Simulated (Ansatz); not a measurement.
LuH₂: Boltzmann equation against the high-temperature formula, calculated with Ansatz

Space group Fm-3m (No. 225), 3 atoms in the cell of the first input below: a = 3.506 Å, b = 3.506 Å, c = 3.506 Å, α = 60.00°, β = 60.00°, γ = 60.00°.

The cell was built from a prototype of a structure type listed for this compound, relaxed without spin–orbit coupling to zero pressure (pressure 0.0 GPa with this functional, without spin–orbit coupling). Functional: PBEsol.

Input:

```yaml
crystal:
  lattice:
    - [0.0, 2.4791671951, 2.4791671951]
    - [2.4791671951, 0.0, 2.4791671951]
    - [2.4791671951, 2.4791671951, 0.0]
  atoms:
    - { symbol: Lu, position: [0.0, 0.0, 0.0] }
    - { symbol: H, position: [0.25, 0.25, 0.25] }
    - { symbol: H, position: [0.75, 0.75, 0.75] }
basis:
  ecutwfc: 420
  ecutrho_ratio: 4
kpoints:
  mp_grid: { grid: [12, 12, 12] }
hamiltonian:
  xc: pbesol
scf:
  occupations: { method: methfessel_paxton, width: 0.2 }
output: {}
phonons:
  supercell: [2, 2, 2]
  qpath:
    path:
      - [[0.0, 0.0, 0.0], [0.5, 0.0, 0.5], [0.625, 0.25, 0.625]]
      - [[0.375, 0.375, 0.75], [0.0, 0.0, 0.0], [0.5, 0.5, 0.5], [0.5, 0.25, 0.75], [0.5, 0.0, 0.5]]
    npoints: 6
  electrical_resistivity: { mesh: [24, 24, 24], temperatures: [50, 100, 200, 300, 500] }
  superconductivity: { mesh: [24, 24, 24], eliashberg_equations: false }
```

```bash
ansatz run input.yaml --threads 8 --pin off --max-ram 15360MiB --backend cpu --events-out ev --progress --plain --runs-dir out
```

Time: 82 s on 8 threads of Arm Neoverse V1 (shared host), peak memory 2.4 GiB.

λ_tr,xx from the finest mesh down: 0.321, 0.320, 0.310. The next coarser mesh moves the resistivity at 300 K by under 1 % along the axis that moves most.

The run gives λ_tr,xx = 0.321 and a Drude plasma energy ħω_p,xx = 5.13 eV.

Question: Estimate the resistivity along x at 300 K from the high-temperature formula.

Answer: ħ/τ = 2π λ_tr k_B T = 0.0521 eV and ρ = 1/(ε0 ω_p² τ) = 14.72 μΩ cm. The Boltzmann solution gives 10.76 μΩ cm, so the estimate is 37 % high.

```json
{"T (K)": "50", "ρ_xx (μΩ cm)": "0.51", "ρ_zz (μΩ cm)": "0.51", "formula, xx": "2.45", "R_H, field along x, y or z (10⁻¹¹ m³/C)": "–"}
{"T (K)": "100", "ρ_xx (μΩ cm)": "2.64", "ρ_zz (μΩ cm)": "2.64", "formula, xx": "4.91", "R_H, field along x, y or z (10⁻¹¹ m³/C)": "1.39*"}
{"T (K)": "200", "ρ_xx (μΩ cm)": "6.67", "ρ_zz (μΩ cm)": "6.67", "formula, xx": "9.81", "R_H, field along x, y or z (10⁻¹¹ m³/C)": "1.44*"}
{"T (K)": "300", "ρ_xx (μΩ cm)": "10.76", "ρ_zz (μΩ cm)": "10.76", "formula, xx": "14.72", "R_H, field along x, y or z (10⁻¹¹ m³/C)": "1.48*"}
{"T (K)": "500", "ρ_xx (μΩ cm)": "20.04", "ρ_zz (μΩ cm)": "20.04", "formula, xx": "24.53", "R_H, field along x, y or z (10⁻¹¹ m³/C)": "1.58*"}
```

A star marks Hall coefficients that aren't converged: the next coarser mesh moves them by over a fifth (field along z at 300 K: 1.48 against 2.06). A dash marks a Hall coefficient that the run withholds. At 300 K the next coarser mesh moves R_H by up to 39 %.

At 50 K the solution is 0.21 times the linear formula, and at 500 K 0.82 times. The formula is meant for temperatures above the phonon energies and for bands that vary little within k_B T.

Caveats: a hydride may lose hydrogen on heating, and its hydrogen modes lie above these temperatures; no spin-orbit coupling, which matters for these elements; small supercell, couplings not converged in it.

The high-temperature formula overestimates the phonon-limited resistivity at every temperature, but the gap narrows steadily, from a ratio of 0.21 at 50 K to 0.82 at 500 K. The large mass difference between lutetium and hydrogen probably explains why the approach is so slow. λ_tr sums the coupling to all modes, and the formula treats each as classically populated, whereas the stiff hydrogen vibrations are still largely frozen out and scatter few carriers. The soft, lutetium-dominated acoustic modes are excited much earlier. This would give the nearly linear rise between 100 and 300 K with a slope below the formula's, and the steeper average rise towards 500 K as hydrogen modes begin to contribute. Near-linear resistivity is therefore no proof that the full λ_tr is active. At 50 K even the acoustic modes are freezing out, and the remaining long-wavelength phonons deflect carriers only through small angles. The equality of ρ_xx and ρ_zz follows from cubic symmetry. Scattering by impurities or hydrogen vacancies would add a residual resistivity, most visible at low temperature.
